Dear colleague,

Your CdS:Te crystals raise a question that can be answered before the next run: if one thing is changed (the strength of the trap, the impurity atom, the hole mass, the host band edge, the pressure, the number of Te neighbours), which way does the hole level move, and how far? The governing fact is that a neutral short-range trap in three dimensions has a binding threshold, and Te lies not far above it.

\textbf{Picture and conventions.} Te on a S site adds no charge, but its $p$ level lies higher, so the site attracts a hole. Once charged, it binds an electron by the Coulomb force, the scheme of Hopfield, Thomas and Lynch (1966). I count hole energies positive downward from the valence-band maximum, use one isotropic band $\varepsilon_k=\hbar^2k^2/2m$, and call the hole binding energy $E_b=\hbar^2\kappa^2/2m>0$. The electron is treated as a hydrogenic donor. With a typical mass $0.2\,m_0$ and the compiled static dielectric constant 8.42 (300 K, Rakita 2019) it is bound by 38 meV on an orbit of 22 \AA. The compiled free-exciton binding is 28 meV (Filip 2021), so the localisation energy counted from the free exciton exceeds $E_b$ by only about 10 meV. I take $E_b=0.20$ eV as input, chosen to reproduce the typical depth of Te in CdS. With the compiled gap of 2.482 eV (Abedi 2022, temperature not stated) the model's zero-phonon line is at 2.24 eV, uncertain by the temperature shift of the gap. The trap strength is fitted to $E_b$, so only the changes are predictions, and they are the model's.

\textbf{The well.} Take depth $V$ and radius $r_0$. For the $s$ state $u=r\psi$ is $\sin qr$ inside and proportional to $e^{-\kappa r}$ outside, so that
\begin{equation}
q\cot qr_0=-\kappa ,\qquad q^2+\kappa^2=2mV/\hbar^2 .
\label{match}
\end{equation}
The cotangent is negative only beyond $qr_0=\pi/2$, and $q$ cannot exceed $\sqrt{2mV}/\hbar$. A bound state therefore needs
\begin{equation}
V>V_c=\frac{\pi^2\hbar^2}{8mr_0^2}.
\end{equation}
Put $qr_0=\pi/2+\delta$ and $\epsilon=(V-V_c)/V_c$. Then \eqref{match} reads $(\pi/2+\delta)/\cos\delta=(\pi/2)\sqrt{1+\epsilon}$ and $\kappa r_0=(\pi/2+\delta)\tan\delta$. To first order $\delta=\pi\epsilon/4$ and $\kappa r_0=\pi^2\epsilon/8$. Using $\hbar^2/2mr_0^2=4V_c/\pi^2$ and carrying one more order,
\begin{equation}
E_b=\frac{\pi^2}{16}\frac{(V-V_c)^2}{V_c}\left[1-\left(\frac{\pi^2}{8}-\frac12\right)\epsilon+\dots\right],
\label{well}
\end{equation}
where the coefficient of $\epsilon$ is 0.73 in magnitude.

\textbf{The lattice.} In the form of Koster and Slater (1954) the perturbation is $V|0\rangle\langle0|$ on one of $N$ anion sites, here with $V=-U$, $U>0$. The Schr\"odinger equation at energy $E=-E_b$ gives the amplitudes in $k$ space, and summing them back onto site 0 gives the condition:
\begin{equation}
\psi_k=\frac{V\psi_0}{\sqrt N\,(E-\varepsilon_k)},\qquad
1=V G_0(E),\qquad G_0(E)=\frac1N\sum_k\frac{1}{E-\varepsilon_k}.
\label{ks}
\end{equation}
$|G_0|$ is largest at the band edge, and finite there because the density of states starts as $\sqrt\varepsilon$. That finite value is the threshold; for a one- or two-dimensional band the sum diverges at the edge and any attraction binds. Replace the zone by a sphere holding one state per anion volume $\Omega$, $k_m=(6\pi^2/\Omega)^{1/3}$, with band width $E_m=\hbar^2k_m^2/2m$ and $s=\kappa/k_m=\sqrt{E_b/E_m}$. Then
\begin{equation}
\frac{U_c}{U}=F(s)=\int_0^1\!\frac{x^2\,dx}{x^2+s^2}=1-s\arctan\frac1s,\qquad U_c=\frac{E_m}{3}.
\label{F}
\end{equation}
With $\eta=(U-U_c)/U_c$ small, $F\simeq1-\pi s/2+s^2$ gives $E_b=(12/\pi^2)U_c\eta^2[1-(2-8/\pi^2)\eta+\dots]$, the same quadratic onset, with a correction coefficient of 1.19.

Two rules do most of the reasoning. First, by the Hellmann--Feynman theorem $dE_b/dU=P=|\psi_0|^2$, the weight on the Te site; differentiating \eqref{F},
\begin{equation}
P=\frac{6sF^2}{\arctan(1/s)-s/(1+s^2)} .
\end{equation}
Second, $E_b$ is homogeneous of degree one in $U$ and $E_m$, so
\begin{equation}
S\equiv\frac{\partial\ln E_b}{\partial\ln U}=\frac{PU}{E_b},\qquad \frac{\partial\ln E_b}{\partial\ln E_m}=1-S .
\label{S}
\end{equation}
$S$ tends to $2/\eta$ at threshold, and to 1 for a very deep trap.

\textbf{Reference state.} The compiled lattice constants $a=4.136$ \AA, $c=6.714$ \AA\ (Biswas 2022) give $\Omega=\sqrt3a^2c/4=49.73$ \AA$^3$ and $k_m=1.060$ \AA$^{-1}$. The mass is a zone average and poorly defined, so I carry two illustrative choices. Model A has $m=m_0$ and $E_m=4.280$ eV, chosen to mimic the typical full width of the upper valence bands. Model B has $m=2m_0$ and $E_m=2.140$ eV, chosen so that the fitted $U$ is of the order of the typical CdS/CdTe valence offset, about 1 eV. Unrounded $U$ is carried below.
\begin{center}
\begin{tabular}{lcccccc}
 & $U_c$ (eV) & $s$ & $F$ & $U$ (eV) & $P$ & $S$\\
A & 1.43 & 0.216 & 0.706 & 2.02 & 0.56 & 5.7\\
B & 0.71 & 0.306 & 0.610 & 1.17 & 0.69 & 4.0
\end{tabular}
\end{center}
In A the decay length $1/\kappa$ is 4.4 \AA, about one lattice constant. A well of the anion volume, $r_0=2.28$ \AA, with $m=m_0$ has $V_c=1.81$ eV and needs $V=2.70$ eV for the same $E_b$. There $P$ is the weight inside the well, 0.39, and $S=5.3$, so the sensitivity depends little on the shape assumed. The bare quadratic laws would give 0.27 eV (well) and 0.30 eV (lattice A) in place of 0.20 eV. They explain the trends, but the numbers below come from \eqref{F}.

\textbf{1. Trap strength, $\pm10$ per cent.} This stands for anything that alters the Te site, such as bond relaxation. A stronger attraction binds more deeply, and since $P$ grows from zero at threshold, $E_b(U)$ is convex: the gain exceeds the loss. The linear estimate $0.1\,SE_b$ is $\pm0.11$ eV in A and $\pm0.08$ eV in B. Solving \eqref{F} gives 0.32 and 0.10 eV in A, 0.28 and 0.12 eV in B. The level vanishes when $U$ falls to $F$ times its value, a loss of 29 per cent (A) or 39 per cent (B). In the well, $V_c\propto r_0^{-2}$ makes $\partial\ln E_b/\partial\ln r_0=2(S-1)=8.6$: one per cent in radius is worth 17 meV.

The $k$-space amplitude ties this to the decay time. If the electron envelope is flat over the hole and does not change, the radiative rate follows the hole weight at $k=0$,
\begin{equation}
W=N|\psi_{k=0}|^2=\frac{PU^2}{E_b^2}=\frac{2}{3s^3[\arctan(1/s)-s/(1+s^2)]},
\end{equation}
which grows as $E_b^{-3/2}$ towards threshold. A weaker trap spreads in space, gathers at $k=0$ and radiates faster. In A, $W=57$, falling to 31 for the stronger trap and rising to 151 for the weaker one.

\textbf{2. Se in place of Te.} Se is closer to S, so $U$ drops, and the only question is whether it passes the threshold. As a crude gauge let $U$ scale with the difference of approximate first ionisation energies, 10.36 (S), 9.75 (Se) and 9.01 eV (Te). The ratio is 0.45, below both 0.706 and 0.610. It gives $U=0.91$ eV against $U_c=1.43$ eV, or 0.53 eV against 0.71 eV. A proportional guess would leave a level at 0.09 eV; the threshold leaves none, and a single Se atom only scatters holes.

\textbf{3. Hole mass up by 10 per cent at fixed $U$.} A heavier hole pays less kinetic energy for localisation, so the level deepens, with exponent $S-1$ from \eqref{S}: 4.7 or 3.0. Since $U/U_c$ rises by the factor 1.1, the root $s$ is that of the stronger trap in change 1, and $E_b$ is that value divided by 1.1: 0.29 eV (A), 0.26 eV (B). A hydrogenic acceptor has exponent 1.

\textbf{4. Host band edge raised by $\Delta$.} Alloying the host with Se does this. In the virtual-crystal picture the host site energy rises by $\Delta$, the band moves rigidly and the Te site stays, so $U\to U-\Delta$. The binding falls by about $P\Delta$, while the level on an absolute electron scale rises by $(1-P)\Delta$: it follows the band only with the part of the state that lives on host sites. For $\Delta=0.10$ eV, $E_b=0.15$ eV (A) or 0.13 eV (B), and the level rises by 0.05 or 0.03 eV. It merges with the band at $\Delta=U-U_c=0.59$ or 0.46 eV. A typical CdS/CdSe offset of 0.4 eV leaves 0.027 or 0.005 eV at unchanged $E_m$. So close to threshold the model cannot say whether a single Te binds in pure CdSe; it does say that the level is then shallow at most. Random Se neighbours will broaden the band in between.

\textbf{5. Hydrostatic pressure, 1 GPa,} safely below the rocksalt transition at typically 2 to 3 GPa. Compression widens the band, raises $U_c$ and, at fixed $U$, makes the trap shallower. With the compiled bulk modulus 60.7 GPa (Toher 2017) the volume falls by 1.65 per cent. If the band width scales as the inverse square of the bond length, $E_m\propto\Omega^{-2/3}$ rises by 1.10 per cent, and \eqref{S} gives $-10$ meV (A) or $-7$ meV (B). Here a neglected term rivals the effect. The large Te atom is squeezed too, and $U$ need not stay fixed. In A a rise of $U$ by $(S-1)/S$ times 1.10 per cent, which is 18 meV, cancels the shift, and if $U$ scaled like $E_m$ the shift would be $+2$ meV. I predict the size, some 10 meV/GPa or less unless $U$ moves by tens of meV, but not the sign. The gap itself typically opens by some 40 meV/GPa, so the free exciton and the Te band must be followed in the same run.

\textbf{6. A second Te on a neighbouring anion site.} The distances are $a$ in the basal plane and $\sqrt{a^2/3+c^2/4}=4.120$ \AA\ between planes, so one value $R=a$ serves. Two wells share the hole, so the even state must be deeper and have a lower threshold, while the odd state has a node and is pushed up. Repeating \eqref{ks} with two sites gives $1=V[G_0\pm G_R]$, where $G_R$ carries the factor $e^{i\mathbf k\cdot\mathbf R}$, or
\begin{equation}
\frac{U_c}{U}=F(s)\pm H(s),\qquad H(s)=\int_0^1\frac{x\sin\rho x}{\rho\,(x^2+s^2)}\,dx,\qquad \rho=k_mR=4.384 .
\end{equation}
The spherical zone leaves the two site orbitals with an overlap $3j_1(\rho)/\rho=0.017$, which I ignore. At threshold $H(0)=\mathrm{Si}(\rho)/\rho=0.383$, so the even state binds above $0.72\,U_c$ and the odd state above $1.62\,U_c$. For Te, $U/U_c$ is 1.42 (A) or 1.64 (B): the odd state is absent or marginal, and a pair offers in effect one level where two distant atoms offer two. The even root gives $E_b=0.44$ eV (A) or 0.34 eV (B), deeper by 0.24 or 0.14 eV. As typical knowledge, the pair binds by about 0.4 to 0.45 eV against 0.2 eV for single Te, a deepening of 0.2 to 0.25 eV; A matches this, and B falls short by roughly a third to a half. The separation of the two emission maxima is no test, since it also contains the difference of their Stokes shifts. A Se pair is undecided: 0.91 eV against a pair threshold of 1.03 eV in A, but 0.53 eV against 0.52 eV in B.

\begin{center}
\begin{tabular}{lcc}
Change (reference $E_b=0.20$ eV) & A (eV) & B (eV)\\
$U$ up 10 per cent & 0.32 & 0.28\\
$U$ down 10 per cent & 0.10 & 0.12\\
Se for Te & unbound & unbound\\
$m$ up 10 per cent & 0.29 & 0.26\\
band edge up 0.10 eV & 0.15 & 0.13\\
band edge up 0.4 eV & 0.027 & 0.005\\
1 GPa, $U$ fixed & 0.19 & 0.19\\
nearest-neighbour pair & 0.44 & 0.34
\end{tabular}
\end{center}

\textbf{What is left out.} The valence band has three branches, split at the zone centre by typically less than 0.1 eV, which is below $E_b$; the trap mixes them, and the single $m$ averages over them. The strong spin--orbit coupling of Te raises its $j=3/2$ level by a third of a splitting of typically 0.9 eV, that is 0.3 eV, and this is hidden in the fitted $U$. The lattice relaxes around the trapped hole by an energy typically of order 0.1 eV, which rivals $E_b$. The fit absorbs it at the reference point, but it grows with localisation, so it should steepen the responses in changes 1, 3, 4 and 6, and it acts in the direction of the shortfall of model B for the pair. It also separates the emission peak from the zero-phonon energy, so compare the table with zero-phonon or excitation onsets rather than with band maxima.

The alloy series is the most telling experiment. For a rigid band the slope of $E_b$ against the band-edge shift would be $P$ in magnitude, 0.56 or 0.69 in the two models, but the band is not rigid. CdSe bonds are typically 4 per cent longer, so the inverse-square rule lowers $E_m$ by 7.5 per cent across the series. Spread over $\Delta=0.4$ eV, this offsets the initial fall of $E_b$, by \eqref{S}, by 0.18 (A) or 0.11 (B) per unit $\Delta$. Working the other way, the narrower band lowers the edge relative to the host site energy, the band mean, by $3/5$ of the change of $E_m$, 0.19 or 0.10 eV, so that a given edge shift means a larger loss of $U$. The offset alone rivals the difference of 0.13 between the two values of $P$, and the slope yields $P$ only if the change of band width is known separately. The radiative decay should quicken as the level approaches the band.